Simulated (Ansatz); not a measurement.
## Zn3Ag: energy above lowest point against volume scale

Free energy against uniform scaling of the volume at fixed shape and fractions; periodic cell, basis, potentials, k mesh and filling as listed. The results are calculated, by Ansatz 0.2.0.

The cell before it is scaled or strained (space group P-6m2, No. 187):
```
CELL_PARAMETERS angstrom
2.84700 0.00000 0.00000
-1.42350 2.46560 0.00000
0.00000 0.00000 8.55840
ATOMIC_POSITIONS crystal
Zn 0.66667 0.33333 0.50000
Zn 0.33333 0.66667 0.25680
Zn 0.33333 0.66667 0.74320
Ag 0.66667 0.33333 0.00000
```

Settings of every row: functional LDA; dispersion none; potentials PAW; wave cutoff 500 eV; density cutoff 2000 eV; k mesh 9x9x3; k shift 0x0x0; occupations fermi dirac; smearing width 0.1 eV; spin none.

Limits: coarse k mesh, up to 40 meV an atom off; the cell comes from a prototype or a list of computed structures and needn't be the stable phase.

| row | volume scale | V (Å³/atom) | energy above lowest point (meV/atom) |
| --- | --- | --- | --- |
| 1 | 0.94 | 14.118 | 0 |
| 2 | 0.96 | 14.418 | 2.1 |
| 3 | 0.98 | 14.719 | 8.4 |
| 4 | 1 | 15.019 | 18.2 |
| 5 | 1.02 | 15.319 | 31.1 |
| 6 | 1.04 | 15.62 | 46.8 |
| 7 | 1.06 | 15.92 | ? |

Question: what energy above lowest point should row 7 give?

Worked fit of energy above lowest point. Take u = (V_r/V)^(2/3) − 1 with V_r = 14.869 Å³ an atom, which is twice the finite (Eulerian) strain; such expansions in the strain, on which the Birch-Murnaghan equation of state is built, carry the rest volume and the bulk modulus. The shown rows have u = 0.03516, 0.02075, 0.00678, -0.00667, -0.01968, -0.03232. Least squares give energy above lowest point = 12.87 − 731.2 × u + 10104 × u² + 7814 × u³ meV/atom; a parabola predicts inner rows, each left out in turn, worse (root mean square 0.1 against 0.035 meV/atom). All shown rows lie on it to the printed digit. Its lowest point lies at u = 0.0348, or V = 14.13 Å³ an atom, and the curvature there gives the bulk modulus at fixed shape and fractions, B = (4/9)(1 + u)² E″(u)/V = 118 GPa. Letting shape and atoms relax would as a rule lower it, by much in layered, chain or molecular crystals. The withheld row has u = -0.04451, so the fit gives 12.87 − 731.2 × (-0.04451) + 10104 × (-0.04451)² + 7814 × (-0.04451)³ = 64.7 meV/atom.

The calculation gave 64.8 meV/atom. The fit lies 0.1 meV/atom (0.15 % of the column's range) below it, one unit of the last digit. This row lies beyond the range of the fit.
